Worked problem: LS and jj composition of Sn 5p²

Statement. Treat the Sn atom as a single configuration 5p² with typical effective parameters F₂ = F²/25 = 920 cm⁻¹ and ζ = 2100 cm⁻¹. The terms lie at F₀ − 5F₂ (³P), F₀ + F₂ (¹D), F₀ + 10F₂ (¹S). Find (a) the LS–jj coefficients for J = 0 and 2, (b) the levels and the compositions of the lowest J = 0 and J = 2 states. Use Condon–Shortley phases, coupling order (l s)j and (L S)J, and [a] = 2a + 1.

The formula. The 9j symbol {j1 j2 j3; j4 j5 j6; j7 j8 j9} has one 3jm node per row and per column, and each j joins its row to its column. This is K(3,3), a hexagon with three long diagonals. Its 2·3!·3! = 72 automorphisms permute rows, permute columns and transpose; an odd permutation gives (−1)^Σ, with Σ the sum of all nine j. The graph has no triangle, so take the square j4, j7, j8, j5, with outer legs j1, j9, j2, j6. Completeness of the 3jm symbols couples the opposite sides j4, j8 to x with weight [x] and splits the square into two triangles. Each contracts to a 6j symbol times a node, leaving the open graph (j1 j9 x)(j2 j6 x). Row 1 and column 3 close it into a tetrahedron, a third 6j. The node and arrow phases collect to (−1)^(2x):

9j = Σₓ (−1)^(2x) [x] {j1 j4 j7; j8 j9 x}{j2 j5 j8; j4 x j6}{j3 j6 j9; x j1 j2}.

(a) For coupled product states

⟨j j′ J|L S J⟩ = √([j][j′][L][S]) {1 ½ j; 1 ½ j′; L S J},
9j = Σₓ [x] {1 1 L; S J x}{½ ½ S; 1 x j′}{j j′ J; x 1 ½}, x an integer.

Equivalent electrons need L + S even. For j < j′ the antisymmetric state is (|j j′ J⟩ − (−1)^(j+j′−J)|j′ j J⟩)/√2; the row exchange makes both terms equal, so the coefficient gains √2.

For ³P₂ and (½,3/2), x = 1, 2:
3(1/6)(−1/6)(1/(2√3)) + 5(−1/(2√5))(1/(2√3))(−1/(2√5)) = −0.02406 + 0.07217 = 0.04811 = 1/(12√3).
With the rows exchanged (Σ = 9) only x = 1 survives and gives −1/(12√3), as the symmetry demands. The coefficient is √2·√72/(12√3) = 1/√3. The other cases go alike:

³P₀ = √(2/3)(½,½) − √(1/3)(3/2,3/2)
¹S₀ = √(1/3)(½,½) + √(2/3)(3/2,3/2)
³P₂ = √(1/3)(½,3/2) + √(2/3)(3/2,3/2)
¹D₂ = −√(2/3)(½,3/2) + √(1/3)(3/2,3/2)

(b) The operator ζ l·s gives −ζ for j = ½ and +ζ/2 for j = 3/2, hence −2ζ, −ζ/2, +ζ for (½,½), (½,3/2), (3/2,3/2). Transform to the LS basis and measure energies from F₀ − 5F₂.

J = 0, basis (³P, ¹S): diagonal −ζ = −2100 cm⁻¹ and 15F₂ = 13800 cm⁻¹, off-diagonal −√2ζ = −2970 cm⁻¹; roots −2637 and 14337 cm⁻¹.
J = 1: ³P₁ is the only state and equals (½,3/2), at −ζ/2 = −1050 cm⁻¹.
J = 2, basis (³P, ¹D): diagonal ζ/2 = 1050 cm⁻¹ and 6F₂ = 5520 cm⁻¹, off-diagonal ζ/√2 = 1485 cm⁻¹; roots 602 and 5968 cm⁻¹.

Above the ground level the model places ³P₁, ³P₂, ¹D₂, ¹S₀ at 1.6, 3.2, 8.6 and 17.0 × 10³ cm⁻¹. Effective F₂ and ζ are obtained by fitting such spectra, so these energies test nothing.

The lowest J = 0 state is 0.984 ³P + 0.178 ¹S, with (½,½) amplitude 0.984√(2/3) + 0.178√(1/3) = 0.906: weights 0.97 ³P, 0.82 (½,½). The lower J = 2 state is 0.957 ³P − 0.289 ¹D, with (½,3/2) amplitude 0.957√(1/3) + 0.289√(2/3) = 0.789: weights 0.92 ³P, 0.62 (½,3/2). These are the model's weights within p², without configuration mixing. LS labels suit Sn better, yet the (½,½) weight has risen well above its pure-LS value 2/3. For Si 3p², with typical F₂ = 1020 cm⁻¹ and ζ = 150 cm⁻¹, the model gives only 0.68.